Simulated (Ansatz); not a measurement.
**Ligand exchange: BH2F + GaH2(NH2) → BH2(NH2) + GaH2F**

Species: BH2F `BF`, singlet; GaH2(NH2), singlet; BH2(NH2), singlet; GaH2F `[F][GaH2]`, singlet. The partners trade F for NH2: B–F and Ga–NH2 bonds give way to B–NH2 and Ga–F.

Shapes, held fixed at every level: PBE0-D4/def2-TZVP. Programs: Ansatz 0.2.0. The zero-point and thermal change to 298 K, harmonic and unscaled (PBE0-D4/def2-TZVP), is +3.7 kJ/mol.

Task: Estimate ΔH(298 K) of this reaction.

Result: The highest level, CCSD(T)/def2-TZVPP, gives ΔH(298 K) = -41.5 kJ/mol; the levels span -51.3 to -41.5. The column of differences is taken from that level and isn't an error. No measured value is set beside it here. Relativity is left out for Ga. Outer-core shells of Ga are correlated in most correlated rows, in sets that cover them unevenly. Times are processor times on shared x86 and Arm servers, and rough.

```tsv
level	kind	ΔH(298 K) (kJ/mol)	less CCSD(T)/def2-TZVPP	CPU time (sum over the molecules)
HF/def2-SVP	Hartree–Fock	-47.5	-6.0	–
SPW92/def2-TZVPP	LDA	-48.8	-7.3	4.3 s
PBE-D4/def2-TZVPP	GGA	-51.3	-9.8	6.6 s
B3LYP-D4/def2-TZVPP	global hybrid	-48.5	-7.0	9.7 s
PBE0-D4/def2-TZVPP	global hybrid	-48.9	-7.4	8.8 s
MP2/def2-TZVPP	perturbation theory	-41.5	0.0	–
CCSD(T)/def2-SVP	coupled cluster or CI	-46.7	-5.2	7.8 s
CCSD(T)/def2-TZVPP	coupled cluster or CI	-41.5	0.0	30 s
```

Every level makes the exchange exothermic, so amide prefers boron and fluoride prefers gallium in these isolated monomers. The main reason is probably π bonding. Nitrogen is less electronegative than fluorine and gives its lone pair more readily to an empty p orbital, and the compact boron 2p orbital accepts it far better than the diffuse gallium 4p. Fluoride loses some π donation on leaving boron, but the strongly polar Ga–F bond offsets part of the cost.

The sign is secure, the magnitude less so. Enlarging the basis moves coupled cluster from -46.7 to -41.5 kJ/mol, a shift comparable to most of the gaps between the density functionals and the highest level. Hartree–Fock lies close to coupled cluster in the small basis, which suggests that correlation largely cancels across the exchange there. The match between MP2 and CCSD(T) in the larger basis points to a small net effect of higher-order correlation, not to basis convergence. Bridged dimers or oligomers, common for such amides and fluorides, could alter the preference in bulk.
